**Why is it harder to squeeze cubic HfO₂ than to stretch it?**

Why does shortening the bonds of cubic hafnium dioxide cost more energy than lengthening them by the same amount? And why does each further step of expansion change the pressure less than the step before? Both follow mainly from how the force between neighbouring ions depends on their distance.

PBE calculations with GPAW 26.7.0 for cubic HfO₂ (Fm-3m, 3-atom cell), without spin polarisation, using PAW data sets (gpaw-data 1.2.1), an 800 eV plane-wave cutoff, a 9×9×9 k mesh and Fermi-Dirac smearing of 0.05 eV. The cell is scaled at fixed shape and fractional coordinates; energies are counted from the minimum of the fitted equation of state.

```csv
volume (Å³/atom),energy (meV/atom),pressure (GPa)
10.48,23.54,14.210
10.71,7.99,7.910
10.93,0.76,2.260
11.15,1.03,-2.830
11.38,7.97,-7.390
11.60,20.93,-11.480
11.82,39.32,-15.160
```

The energy is counted from the minimum of a smooth curve through the seven rows. A positive pressure means that the crystal must be pressed to hold that volume, a negative one that it must be pulled. The starting cell, row 11.15, has a slightly negative pressure, so it is a little stretched. The pressure passes through zero at about 11.03 Å³/atom, between rows 10.93 and 11.15, and this is where the energy is lowest.

**What a change of volume does to the bonds**

In this fluorite structure each hafnium ion sits among eight oxygen ions at one common distance. The cell keeps its cubic shape, and the ions keep their relative places. Compression therefore can't be absorbed by tilting or shifting the oxygen ions: every Hf–O contact has to shorten. The contact length follows the cube root of the volume and grows by only 4 % over the whole scan.

The clearest comparison is between rows 10.48 and 11.60. Their bonds differ from the length at the minimum by nearly the same amount, 0.037 Å, one shorter and the other longer. The compressed crystal nevertheless lies 2.6 meV/atom higher, which is 12 % of the energy of the stretched one. To see this asymmetry, one needs only the fitted position of the minimum and no model of the bonds.

**Why the two directions differ**

The cause lies in the balance of two forces, as the standard theory of ionic solids describes it. Positive hafnium and negative oxygen ions attract each other, and this attraction changes gently with distance. Against it stands the repulsion between filled electron shells. It appears when the shells overlap, because the Pauli principle then forces electrons into states of higher energy, and it rises steeply as the ions approach.

At the minimum the two forces cancel. When the bonds shorten, both grow, but the repulsion grows by the larger fraction, so the crystal pushes back ever harder. When the bonds lengthen, the overlap fades quickly. The restoring pull is then the attraction less a dwindling repulsion, and it gains less and less with each further stretch. The results don't split the energy into an attractive and a repulsive part, so this division into two forces is an argument from theory, and a simplified one, since the Hf–O bond is also partly covalent. It fits a crystal that remains the same closed-shell insulator throughout: the band gap on the mesh changes smoothly and stays open in every row.

**How the pressure shows the same thing**

The bulk modulus measures the resistance to a change of volume: it is the pressure needed per fractional decrease in volume. Taken from neighbouring rows, it is 299 GPa for the most compressed step and 193 GPa for the most stretched one, and it falls at every step between. That is the main reason why the pressure column flattens; equal steps in volume are also smaller fractions of a larger crystal. The first step of expansion releases 6.3 GPa, the last only 3.7 GPa.

Part of this softening is mere geometry. As the crystal expands, the same force between ions is spread over a larger area and so amounts to less pressure. To see how much geometry can explain, imagine bonds that behave as perfect springs, equally stiff in both directions.

**The spring estimate**

Near the minimum, the energy of any solid grows with the square of its fractional volume change:

$$E \approx \tfrac12 B_0V_0\left(\frac{V-V_0}{V_0}\right)^2 .$$

Here $V$ is the volume per atom, $V_0$ its value at the minimum and $B_0$ the bulk modulus there. Since volume goes as the cube of the bond length $d$, a small fractional change in volume is three times that in length. With $d_0$ for the length at the minimum, the spring energy is

$$E_\text{spring}=\tfrac92 B_0V_0\left(\frac{d-d_0}{d_0}\right)^2 .$$

The equation of state fitted to all seven energies gives $B_0=252.3$ GPa and $V_0=11.032$ Å³/atom. With 160.2 GPa for 1 eV/Å³, row 10.48 becomes

$$E_\text{spring}=4.5\times\frac{252.3\times11.032}{160.2}\ \text{eV}\times\left(\frac{0.0372}{2.207}\right)^2\approx 22.2\ \text{meV/atom}.$$

The calculation gives 23.5 meV/atom, so the spring is about 6 % too low, relative to the computed energy. In row 11.82, at the stretched end, it is 8 % too high. Both rows helped to set $B_0$ and $V_0$, so agreement near the minimum is built in; the telling part is the opposite sign of the errors at the two ends. Real bonds are stiffer than the spring when short and softer when long, as steep repulsion requires.

The bulk modulus separates geometry from bonding more sharply. Near the minimum, a crystal of perfect springs would lose about 1 GPa of bulk modulus for each GPa by which the pressure falls. The fitted curve for HfO₂ loses 4.4 GPa. Geometry thus accounts for roughly a quarter of the softening, and the rest comes from the changing stiffness of the forces between the ions, those between oxygen neighbours included. The printed output after this text lists the spring energies and the stiffness of each step. It also shows that the printed pressures lie slightly below those that follow from the slope of the energy. This offset is nearly the same in every step, so it hardly touches the stiffness, which comes from differences in pressure.

**Rows that seem out of line**

Read from top to bottom, the energy column seems to contradict all this, because its highest value stands at the stretched end. The reason is that the scan is centred on the starting cell and not on the minimum. It therefore reaches further out in expansion than in compression: row 11.82 lengthens the bonds by 0.051 Å, while row 10.48 shortens them by 0.037 Å. The larger distance outweighs the softer bond.

Rows 10.71 and 11.38 show the two effects in balance. Their energies agree within 0.02 meV/atom, although the bonds are stretched slightly further in the second than they are shortened in the first. Equal energies on the two sides of a minimum thus don't mean equal changes in bond length.

**Where the stiffness applies**

The value of 252 GPa belongs to a perfect cubic crystal at rest, without thermal motion, and PBE tends to make oxides slightly too soft. Cubic HfO₂ is not the stable form at room temperature, and its oxygen ions would lower the energy by shifting towards a tetragonal pattern, which this small cell forbids. The smooth minimum shows stability against a uniform change of size only. For a related oxide, the first thing to ask is whether compression must shorten the bonds, as in this fixed cell, or can turn and shift the ions instead. Where bonds must shorten, stiffening under pressure is the natural expectation.

Printed output of the fit:

```
Bond length and spring estimate:
    row  Hf-O in A  change from minimum in A  spring energy in meV/atom  computed less spring in meV/atom  mesh gap in eV
  10.48       2.17                  -0.03721                      22.23                             1.309               4
  10.71      2.185                  -0.02194                      7.723                            0.2667           3.951
  10.93        2.2                 -0.006866                     0.7568                           0.00322           3.893
  11.15      2.215                  0.007999                      1.027                          0.002972           3.836
  11.38       2.23                   0.02267                      8.248                           -0.2779            3.78
   11.6      2.244                   0.03715                      22.15                            -1.218           3.725
  11.82      2.258                   0.05144                      42.47                            -3.152            3.67
Steps from the row before:
    row  middle volume in A3/atom  pressure change in GPa  bulk modulus in GPa  energy slope less mean printed pressure in GPa
  10.71                     10.59                    -6.3                299.3                                          0.1101
  10.93                     10.82                   -5.65                  274                                          0.1086
  11.15                     11.04                   -5.09                  252                                         0.09105
  11.38                     11.26                   -4.56                230.3                                           0.125
   11.6                     11.49                   -4.09                210.6                                          0.1254
  11.82                     11.71                   -3.68                193.2                                          0.1098
Hf-O length at the minimum in A: 2.207
Energy of row 10.48 less row 11.60 in meV/atom: 2.61
The same difference in percent of row 11.60: 12.47
Volume of zero printed pressure in A3/atom: 11.03
Growth of Hf-O length over the scan in percent: 4.086
Largest step bulk modulus in GPa: 299.3
Smallest step bulk modulus in GPa: 193.2
Ratio of largest to smallest step bulk modulus: 1.549
Ratio of largest to smallest pressure drop per step: 1.712
Mean of energy slope less printed pressure in GPa: 0.1116
```
